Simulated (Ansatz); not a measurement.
P: pressure and energy change per atom against volume scale

Plane-wave DFT, scalar-relativistic PAW made under PBE with cores redone for the functional, no dispersion; the given relaxed cell is scaled uniformly, energy at zero smearing counts from the unscaled cell, pressure at the given Fermi-Dirac smearing is positive in compression. The results are calculated, by Ansatz 0.2.0.

The cell before it is scaled or strained (space group P6_3/mmc, No. 194):
```
P
1.0
      2.6103     0.0000     0.0000
     -1.3052     2.2606     0.0000
      0.0000     0.0000    10.1062
P
4
Direct
  1.00000 1.00000 1.00000
  1.00000 1.00000 0.50000
  0.33333 0.66667 0.25000
  0.66667 0.33333 0.75000
```

Settings of every row: spin polarised no; functional r2SCAN; wave cutoff 500 eV; smearing width 0.1 eV; k mesh 16x16x4.

Atom starting moment: 0 on all atoms.

Limits: the cell comes from a prototype or a list of computed structures and needn't be the stable phase.

```
row  volume scale  V (Å³/atom)  pressure (GPa)  energy change per atom (meV)
  1          0.88        13.12           13.74                         67.32
  2          0.92       13.716             8.2                         27.18
  3          0.96       14.312            3.62                          5.79
  4          1.04       15.505           -3.47                          7.46
  5          1.08       16.101               ?                             ?
  6          1.12       16.698            -8.4                         53.59
```

Question: what pressure and energy change per atom should row 5 give?

Worked fit of pressure. Take u = (V_r/V)^(2/3) − 1 with V_r = 14.312 Å³ an atom, which is twice the finite (Eulerian) strain; such expansions in the strain, on which the Birch-Murnaghan equation of state is built, carry the rest volume and the bulk modulus. The shown rows have u = 0.05969, 0.02876, 0, -0.05198, -0.09769. Least squares give pressure = 3.613 + 151.82 × u + 295.8 × u² GPa; a straight line predicts inner rows, each left out in turn, worse (root mean square 0.84 against 0.024 GPa). The rows lie off it by 0.01, -0.02, 0.01, 0.01, 0.00. The pressure vanishes at u = -0.0250, or V = 14.87 Å³ an atom, and there the bulk modulus at fixed shape and fractions is B = −V dP/dV = (2/3)(1 + u) dP/du = 89.1 GPa. Letting shape and atoms relax would as a rule lower it, by much in layered, chain or molecular crystals. The withheld row has u = -0.07552, so the fit gives 3.613 + 151.82 × (-0.07552) + 295.8 × (-0.07552)² = -6.17 GPa.

The calculation gave -6.17 GPa. The fit meets it to the printed digit.

Worked fit of energy change per atom. Take u = (V_r/V)^(2/3) − 1 with V_r = 14.312 Å³ an atom, which is twice the finite (Eulerian) strain; such expansions in the strain, on which the Birch-Murnaghan equation of state is built, carry the rest volume and the bulk modulus. The shown rows have u = 0.05969, 0.02876, 0, -0.05198, -0.09769. Least squares give energy change per atom = 5.593 + 459.11 × u + 9707.2 × u² meV; a straight line predicts inner rows, each left out in turn, worse (root mean square 28 against 0.65 meV). The rows lie off it by -0.26, 0.35, 0.20, -0.50, 0.21 (root mean square 0.32 meV). The withheld row has u = -0.07552, so the fit gives 5.593 + 459.11 × (-0.07552) + 9707.2 × (-0.07552)² = 26.28 meV.

The calculation gave 25.96 meV. The fit lies 0.32 meV (1.2 % of the value, 0.52 % of the column's range) above it; its largest miss of a shown row is 0.50 meV.
